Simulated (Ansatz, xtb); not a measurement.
C6H7B: which of two isomers lies lower

We compare I, `Bc1ccccc1`, a singlet, with II, `C#CC1=CCBC1`, a singlet. Both are isolated molecules in the gas phase, relaxed with B3LYP-D3(BJ)/def2-SVP; the shapes shown needn't be the lowest conformers.

I (Å):

```yaml
atoms:
  - { symbol: C, position_ang: [-0.5098, -0.1302, 0.3504] }
  - { symbol: C, position_ang: [0.7220, 0.5489, 0.1986] }
  - { symbol: C, position_ang: [0.8188, 1.9269, 0.3851] }
  - { symbol: C, position_ang: [-0.3219, 2.6612, 0.7300] }
  - { symbol: C, position_ang: [-1.5554, 2.0184, 0.8876] }
  - { symbol: C, position_ang: [-1.6440, 0.6400, 0.6993] }
  - { symbol: B, position_ang: [-0.6121, -1.6512, 0.1434] }
  - { symbol: H, position_ang: [-1.6720, -2.2152, 0.2770] }
  - { symbol: H, position_ang: [0.3665, -2.2937, -0.1544] }
  - { symbol: H, position_ang: [1.6123, -0.0255, -0.0708] }
  - { symbol: H, position_ang: [1.7788, 2.4345, 0.2635] }
  - { symbol: H, position_ang: [-0.2492, 3.7421, 0.8770] }
  - { symbol: H, position_ang: [-2.4423, 2.5970, 1.1568] }
  - { symbol: H, position_ang: [-2.6068, 0.1370, 0.8221] }
```

II (Å):

```xyz
14

C     1.4632   -1.8296    1.3513
C     0.8681   -0.8842    0.8728
C     0.1609    0.2441    0.3657
C    -0.0610    0.5075   -0.9435
C    -0.8413    1.7775   -1.1809
C    -0.4363    1.3036    1.2862
B    -1.0980    2.3177    0.2793
H     1.9908   -2.6690    1.7626
H     0.2940   -0.1426   -1.7477
H    -0.2966    2.5137   -1.8071
H    -1.7879    1.6108   -1.7348
H    -1.6931    3.3245    0.5721
H    -1.1675    0.8786    2.0015
H     0.3266    1.7831    1.9304
```

Problem. Estimate E(II) − E(I) at the level CCSD(T)/def2-SVP + ΔMP2/def2-TZVPP.

Solution. Calculated at CCSD(T)/def2-SVP + ΔMP2/def2-TZVPP: E(II) − E(I) = +45.5 kcal/mol, so structure I lies lower.

How the difference moves with the method:

```csv
level,geometry,E(II) − E(I) (kcal/mol),departure from the last row (kcal/mol),"job, with rough time for the two"
GFN2-xTB,GFN2-xTB,+45.5,0.0,"optimisation, 0.1 s"
HF/STO-3G,GFN2-xTB,+42.1,−3.4,"single point, 0.24 s"
r2SCAN-D4/def2-SVP,GFN2-xTB,+50.7,+5.3,"single point, 2.4 s"
B3LYP-D3(BJ)/def2-SVP,B3LYP-D3(BJ)/def2-SVP,+51.5,+6.1,"optimisation, 16 s"
HF/def2-SVP,B3LYP-D3(BJ)/def2-SVP,+49.3,+3.8,part of the CCSD(T) run
MP2/def2-SVP,B3LYP-D3(BJ)/def2-SVP,+47.4,+2.0,part of the CCSD(T) run
CCSD(T)/def2-SVP,B3LYP-D3(BJ)/def2-SVP,+45.3,−0.2,single point
CCSD(T)/def2-SVP + ΔMP2/def2-TZVPP,B3LYP-D3(BJ)/def2-SVP,+45.5,,"single point, 36 s"
```

As drawn, II has 1 C≡C, 3 C–C, 1 C=C, 1 C–B, 1 C–H in place of 6 C∷C, 1 B–H (∷ is an aromatic bond). Structure I has a 6-membered ring (with an aromatic ring), II a 5-membered ring.

The levels shown agree on the order. The largest departure from CCSD(T)/def2-SVP + ΔMP2/def2-TZVPP is that of B3LYP-D3(BJ)/def2-SVP, 6.1 kcal/mol. The last row adds to CCSD(T) the change of the MP2 difference between the two basis sets, here +0.2 kcal/mol.

With thermal terms from frequencies at re-optimised GFN2-xTB minima (ideal gas, soft modes damped towards free rotors, one conformer each, 298.15 K, 1 atm): on the last row, ΔE + ΔZPE = +44.0, ΔH = +44.6, ΔG = +43.0 kcal/mol.

The correlated steps freeze 7 core orbitals. Codes used: Ansatz 0.2.0, xtb 6.7.1; the last row on 4 threads of Arm Neoverse V2 on a shared host.

Phenylborane lies far below the ethynyl-substituted boracycle, by +45.5 kcal/mol, and thermal terms only trim the gap, to +43.0 kcal/mol in free energy. Both isomers have one ring and three π bonds, so the preference reflects how the unsaturation is arranged. I places all of it in an aromatic sextet, whereas II has a localised ring alkene conjugated with an energy-rich terminal alkyne. Boron probably adds a smaller contribution: in I its empty p orbital is aligned with the ring π system and can accept density from it, while in II it sits between two saturated carbons and has mainly hyperconjugation to draw on. The shorter B–C bond in I fits this picture.

The close match of GFN2-xTB with the final value is probably a cancellation of errors. The energy difference alone does not divide the preference among aromaticity, alkyne cost and boron conjugation. Nor does it describe the condensed phase, where unhindered boranes of both types tend to dimerise through B–H–B bridges.
